The singlet borohydride ion has all its electrons paired in B–H bonds. The state here is a different one, a triplet at nearly the same tetrahedral shape: one electron has left the bonding shell and sits outside it, and its former partner stays behind unpaired. That outer electron is bound weakly or not at all, and in the latter case only the finite basis holds it near the molecule. The errors below therefore compare methods for this state in this basis, and say nothing about the stability of a real ion.

Total-energy errors of Hartree–Fock, MP2 and coupled-cluster levels against UCCSDT(Q) for triplet BH4 with charge −1 e, computed with Ansatz 0.2.0 in the aug-cc-pVTZ basis at a PBE0/def2-TZVPD geometry. The boron 1s core is frozen in all correlated levels, and R denotes restricted open-shell orbitals.

```tsv
level	this level less the reference (UCCSDT(Q), same basis) (meV)
RHF	4673.8
UHF	?
RMP2	?
UMP2	884.7
RCCSD	185.1
UCCSD	184.0
RCCSD(T)	42.0
UCCSD(T)	41.7
BCCD(T)	39.6
RCCSDT	?
UCCSDT	?
RCCSDT(Q)	0.6
```

R and U mark restricted and unrestricted orbitals; in the second kind, up-spin and down-spin electrons may use different spatial orbitals. HF is a single determinant, MP2 adds second-order perturbation theory, and CC stands for coupled cluster with single (S), double (D), triple (T) and quadruple (Q) excitations. Brackets mean that a class of excitations is added once, by perturbation theory, instead of being solved for together with the others. BCCD(T) uses Brueckner orbitals, chosen so that the single excitations vanish. How much of the four hidden errors can be worked out from the other eight?

**The top of the table: one determinant**

The RHF error is the whole reference correlation energy, 4674 meV. UHF must lie below it, because a restricted determinant is a special case of an unrestricted one and the energy is minimised over the wider set. The gain comes from spin polarisation: the two unpaired electrons repel up-spin and down-spin electrons differently, and the paired orbitals respond. The price is a small admixture of higher spin.

That admixture gives a handle on the energy. A pure triplet has a squared spin of 2 and a quintet has 6, so a quintet weight $w$ gives $2+4w$. The UHF determinant has 2.0083, hence $w\approx0.002$. The quintet part itself cannot lower the energy, because a Hamiltonian without spin terms does not couple it to the triplet. It serves as a marker for the spin-polarised configuration that is mixed in, which has a triplet part too. If such a configuration at height $\Delta$ is mixed in by a weak coupling $V$, its amplitude is about $V/\Delta$ and the energy falls by $V^2/\Delta$, which is its weight times $\Delta$. As a rough measure of that weight I take $w$.

For $\Delta$ I take 30 eV, a rough choice for excitations into high-lying orbitals, which gives a lowering of about 60 meV. The estimate leaves out the weight of the triplet part, which is about as large as that of the quintet part, so it is good to an order of magnitude only. The forecast for UHF is about 4610 meV, with a range of 4520 to 4655 meV. This range and the later ones are judgements, not statistical errors.

**Second order**

UMP2 recovers about four fifths of the correlation energy and still misses 885 meV. It lets each pair of electrons avoid one another, but the pairs do not yet influence each other. RMP2 has the same defect and starts from a determinant that differs little. Its forecast is therefore the value of its twin, 885 meV, with a range of 815 to 955 meV and no claim about which of the two lies higher.

**From doubles to triples**

CCSD solves for all pair excitations together, and its exponential form includes products of them, such as two pairs excited at once. This brings the error down to about 185 meV. The largest contribution still absent should be that of the connected triples, in which three electrons move in a way that no product of smaller excitations describes. In perturbation theory they enter the energy at fourth order, and connected quadruples only at fifth.

Adding (T) to UCCSD lowers the error by 142 meV and leaves 42 meV. That remainder can have two sources. Either (T) has captured the triples and the quadruples make up the rest, or (T) has underestimated the triples themselves. In the first case full CCSDT would stay near 42 meV; in the second it would fall well below.

A simple rule puts a number on the second case. Suppose that each complete class of excitations reduces the error by the same factor. The step from HF to CCSD then fixes the next one:

$$
\delta_{\mathrm{CCSDT}}\approx\frac{\delta_{\mathrm{CCSD}}^{2}}{\delta_{\mathrm{HF}}}=\frac{(184.0\ \mathrm{meV})^2}{4673.8\ \mathrm{meV}}\approx7\ \mathrm{meV},
$$

where $\delta$ is the error against the reference. The RHF value serves as the starting point for both versions. No constant is fitted, and neither of the withheld CCSDT rows enters.

The forecast for both RCCSDT and UCCSDT is thus about 7 meV, with a range of 2 to 25 meV. The range extends further upwards because 42 meV is a large remainder for so small a hydride, which may point to sizeable quadruples. The two versions should differ by less than 2 meV, since CCSD already brings them that close.

The withheld rows as computed:

```tsv
level	this level less the reference (UCCSDT(Q), same basis) (meV)
UHF	4598.4
RMP2	902.0
RCCSDT	6.2
UCCSDT	6.1
```

**UHF: the right size from a rough estimate**

UHF lies 75 meV below RHF, where the estimate gave about 60. The direction was certain, as it follows from the variational principle. The size is a modest success and partly luck: a choice of 20 or 40 eV for $\Delta$ would have moved the estimated lowering by a third, and counting the triplet part of the admixture would have about doubled it. What carries over to other radicals is the reasoning, that a small spin contamination goes with a small energy gain from spin polarisation. Here that gain is under 2 % of the correlation energy.

**RMP2: the starting determinant still shows**

RMP2 comes out 17 meV above UMP2, well inside the range. Second-order theory corrects a given determinant once, so part of the difference between the two starting points survives. Coupled cluster behaves otherwise. Its single excitations, placed in an exponential, turn one determinant into another, and the method can largely repair its own starting orbitals.

The table shows this repair at work. The gap between the restricted and unrestricted versions is 75 meV for HF, 17 meV for MP2 and 1 meV for CCSD. At MP2 the repair is only partial. RMP2 includes a term from single excitations, which returns about 45 of the 75 meV; for UHF orbitals this term vanishes. Slightly larger pair terms return a little more, and 17 meV remain. Different frozen cores are not the cause, since the CCSD rows use the same cores and almost nothing of the gap is left there.

**CCSDT: what the 42 meV was made of**

Both CCSDT errors are about 6 meV, close to the forecast of 7, and they differ by only 0.1 meV. The idea that the remainder after (T) consists of quadruples fails by 36 meV. Most of what CCSD(T) lacks in this state is therefore a better treatment of the triples. The last 6 meV is the step from UCCSDT to the reference, which adds quadruples by perturbation theory and has an error of its own.

The split also shows how good (T) is at its own task. Full triples lower the UCCSD energy by $184.0-6.1=177.9$ meV, of which (T) delivers 142 meV, or four fifths. The reason lies in how (T) is built. It computes the triples once from the finished CCSD amplitudes; the triples do not act on one another, and the singles and doubles do not readjust to them. CCSDT solves for all three classes until they are consistent. The readjustment can be seen in the unrestricted calculations, where the largest double amplitude grows from 0.030 in CCSD to 0.071 in CCSDT.

Better orbitals do not replace this feedback. BCCD(T) takes up the effect of the single excitations in the orbitals themselves, and yet it improves on UCCSD(T) by only 2 meV. What is lacking is thus not mainly a better determinant for the (T) step. It is the response of the excitations to one another once triples are present.

Why should that response matter so much here? A plausible but untested answer is the loosely held outer electron. When a pair of bonding electrons moves apart, the field felt by this electron changes, and its soft orbital can shift in reply. A pair excitation together with such a shift involves three electrons at once, so it is a triple excitation, and a soft orbital may respond too strongly for a single perturbative step. Another reading is that a second configuration takes part. The hole in the bonding shell can move to another orbital of nearly the same energy while the outer electron changes its shape, and CCSD may give this double excitation too little weight. The growth of the largest double amplitude would suit that. The raised T1 diagnostic of 0.041, a measure of the size of the single excitations, does not decide between the two. In both cases the finite basis helps to shape the outer orbital, so the size of the effect should not be carried over to ordinary molecules.

The constant-factor rule did well, but it has been tried on one molecule only. The UCCSD error is 25 times smaller than that of RHF, and the UCCSDT error is 30 times smaller again; nothing in the theory demands that the two factors be alike. The firmer lesson concerns the remainder after CCSD(T). It need not measure the quadruples, because it also contains whatever the one-step treatment of the triples has left out. The program output that follows sets each forecast beside its computed value.

The analysis program printed:

```
Share of the reference correlation energy recovered, counted from RHF:
        row  error_meV  percent
        RHF       4674        0
        UHF       4598    1.613
       RMP2        902     80.7
       UMP2      884.7    81.07
      RCCSD      185.1    96.04
      UCCSD        184    96.06
   RCCSD(T)         42     99.1
   UCCSD(T)       41.7    99.11
    BCCD(T)       39.6    99.15
     RCCSDT        6.2    99.87
     UCCSDT        6.1    99.87
  RCCSDT(Q)        0.6    99.99
Estimated lowering from RHF to UHF, order of magnitude, meV: 62.25
UHF forecast (range 4520 to 4655), meV: 4612
UHF miss, computed less forecast, meV: -13.15
Computed lowering from RHF to UHF, meV: 75.4
RMP2 forecast (range 815 to 955), meV: 884.7
RMP2 miss, computed less forecast, meV: 17.3
RCCSDT forecast (range 2 to 25), meV: 7.331
RCCSDT miss, computed less forecast, meV: -1.131
UCCSDT forecast (range 2 to 25), meV: 7.244
UCCSDT miss, computed less forecast, meV: -1.144
UCCSDT miss of the rival (all of the remainder is quadruples), meV: -35.6
Factor by which the error falls from RHF to UCCSD: 25.4
Factor by which the error falls from UCCSD to UCCSDT: 30.16
Lowering by (T) after UCCSD, meV: 142.3
Part of the UCCSD error left after (T), percent: 22.66
Lowering from UCCSD(T) to UCCSDT, meV: 35.6
Lowering from UCCSDT to UCCSDT(Q), meV: 6.1
Part of the UCCSD(T) error removed by full triples, percent: 85.37
RCCSD less UCCSD, meV: 1.1
RCCSD(T) less UCCSD(T), meV: 0.3
RCCSDT less UCCSDT, meV: 0.1
UCCSD(T) less BCCD(T), meV: 2.1
```
